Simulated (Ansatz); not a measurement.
A series in volume scale on Nb3Sn

All results are calculated (Ansatz 0.2.0). Free energy against uniform scaling of the volume at fixed shape and fractions; periodic cell, basis, potentials, k mesh and filling as listed.

The cell before it is scaled or strained (space group Pm-3n, No. 223):
```
Nb3Sn
1.0
      5.2996     0.0000     0.0000
      0.0000     5.2996     0.0000
      0.0000     0.0000     5.2996
Nb Sn
6 2
Direct
  0.25000 0.00000 0.50000
  0.50000 0.75000 0.00000
  0.75000 0.00000 0.50000
  0.50000 0.25000 0.00000
  0.00000 0.50000 0.75000
  0.00000 0.50000 0.25000
  0.00000 0.00000 0.00000
  0.50000 0.50000 0.50000
```

Settings of every row: functional LDA; dispersion none; potentials PAW; wave cutoff 380.96 eV; density cutoff 1523.8 eV; k mesh 5x5x5; k shift 0x0x0; occupations fermi dirac; smearing width 0.05 eV; spin none.

Limits: coarse k mesh, up to 40 meV an atom off; cutoff under the advised one.

```
row  volume scale  V (Å³/atom)  energy above lowest point (meV/atom)
  1        0.9406         17.5                                   1.1
  2        0.9703       18.053                                     0
  3             1       18.605                                  17.5
  4        1.0297       19.158                                     ?
  5        1.0594       19.711                                  97.2
```

Question: what energy above lowest point should row 4 give?

Worked fit of energy above lowest point. Take u = (V_r/V)^(2/3) − 1 with V_r = 18.329 Å³ an atom, which is twice the finite (Eulerian) strain; such expansions in the strain, on which the Birch-Murnaghan equation of state is built, carry the rest volume and the bulk modulus. The shown rows have u = 0.03134, 0.01017, -0.00991, -0.04731. Least squares give energy above lowest point = 6.65 − 869.8 × u + 22078 × u² meV/atom; a straight line predicts inner rows, each left out in turn, worse (root mean square 21 against 0.17 meV/atom). The rows lie off it by 0.0, -0.1, 0.1, 0.0. Its lowest point lies at u = 0.0197, or V = 17.8 Å³ an atom, and the curvature there gives the bulk modulus at fixed shape and fractions, B = (4/9)(1 + u)² E″(u)/V = 184 GPa. The withheld row has u = -0.02906, so the fit gives 6.65 − 869.8 × (-0.02906) + 22078 × (-0.02906)² = 50.6 meV/atom.

The calculation gave 50.6 meV/atom. The fit meets it to the printed digit.
